## One pass or many: why MP2 falls out of line

MP2 looks wrong. It describes the electrons by double excitations, as CCSD does, and starts from the same determinant, yet its error is about 21 times as large. The system is a hydrogen atom pulled 5.2 Å away from a flat, T-shaped SiH₃ fragment, with the two unpaired spins parallel.

Calculated values. Total energies of SiH₄ (neutral, triplet) with one Si–H distance stretched to 5.196 Å, from AFQMC afq 1 (own program) and Ansatz 0.2.0. The settings are the 6-31G basis, a UHF determinant and five frozen core orbitals, with FCI as the reference level; the geometry is from PBE0/def2-TZVP.

```
         level  this level less the reference (FCI, same basis) (meV)  statistical noise, one standard error (meV)
            HF                                                 2168.7                                        0.000
           MP2                                                  760.2                                        0.000
          CCSD                                                   35.9                                        0.000
       CCSD(T)                                                   12.2                                        0.000
         CCSDT                                                    1.2                                        0.000
      CCSDT(Q)                                                    0.1                                        0.000
        CCSDTQ                                                    0.0                                        0.000
 ph-AFQMC/CISD                                                    3.8                                        1.000
released AFQMC                                                    0.5                                        0.500
```

The letters S, D, T and Q stand for single, double, triple and quadruple excitations. A letter without brackets means that the equations for that rank are solved until all amplitudes agree with one another. A letter in brackets means that the rank is added once, as a correction. MP2 belongs to the second kind, since it evaluates the doubles once.

The complete ranks alone form a smooth ladder. HF counts as the rung of the singles, because single excitations do not couple directly to an optimised determinant. Dividing the error by the same factor at each rung, and fixing that factor by HF and CCSDT, gives about 43 per rank. CCSD, which was not used, should then be off by 51 meV and is off by 35.9. For CCSDTQ the ladder gives an error too small to show in the printed digit, as found.

The steepness has a standard explanation. Electrons repel in pairs, so most correlation is pair correlation, and CCSD already includes several pairs correlating at once as products of doubles. Explicit triples add what three electrons do together beyond such products, for instance when the response of a third electron changes how a pair correlates. This usually remains a small effect while one determinant dominates, and here it carries 92% of the weight in a wavefunction of singles and doubles.

Against this ladder MP2 lies 15 times too high, and CCSD(T) about ten times above CCSDT. For MP2 the table shows where the fault sits. CCSD removes 724 of the 760 meV without any explicit triples, so what MP2 lacks is mainly a better treatment of singles and doubles, not a higher rank.

Theory names the likely flaw. MP2 weighs each double excitation by its coupling to the determinant divided by a gap between orbital energies. Those energies place an excited electron in the field of every electron of the determinant, as if it had left no hole behind. The attraction between electron and hole usually makes the excitation cheaper in a compact bond, so the bare gap is too wide and the correlation energy too small. CCSD lets the excitations act on one another and so repairs much of this. Slight spin contamination of the starting determinant may add to the deficit of MP2, but its share is untested.

The (T) correction repeats the shortcut one rank higher: it uses bare gaps, and the triples neither act on one another nor change the doubles. This suggests a simple model in which one pass catches a fixed share of what the complete rank would give. From HF, MP2 and CCSD that share is (2168.7 − 760.2)/(2168.7 − 35.9) = 0.66.

The complete triples lower the error by 35.9 − 1.2 = 34.7 meV. If (T) catches 0.66 of this, the error left is 35.9 − 0.66 × 34.7 = 13.0 meV. The table has 12.2 meV for CCSD(T), a row that played no part in fixing the share. The model fails one rank higher, where (Q) catches about 92% of the quadruples. Two thirds is therefore no law, though all three single passes fall short of their complete rank here.

Phaseless AFQMC (ph-AFQMC) leaves the ladder in the other direction. Its trial wavefunction, CISD, holds only singles and doubles, yet its error is roughly a ninth of that of CCSD. The method projects towards the ground state by a random walk, which brings in higher excitations by itself. The trial guides the walkers and helps to read off their energy. It also sets a constraint that keeps their phases from cancelling the signal, and with an imperfect trial this constraint leaves a bias, which the noise given in the table does not include.

Letting go of the constraint probes this reading. The released row is off by 0.5 meV instead of 3.8, a gap of about three standard errors if the noise of the two rows is independent. About half of that gap, however, is already present in the first energy recorded after the constraint was let go. Without a value from the moment of release, that half may come from the release itself or from chance differences between the samples of walkers, and the further fall is not clearly larger than its noise. The rows thus fit a bias from the constraint but do not prove it. The released result agrees with the reference within its noise, so it cannot be ranked against CCSDT or the levels above it.

Silane is a common precursor of silicon films, and modelling their growth needs energies of Si–H bond breaking. The errors here are those of total energies within one small basis, and part of them may cancel in a reaction energy. How much cancels depends on whether the single pass misses the same amount of energy in both structures. The table leaves open whether the near equality of the MP2 and (T) shares reflects their common shortcut or is chance; the same comparison at several Si–H distances would put it to the test.
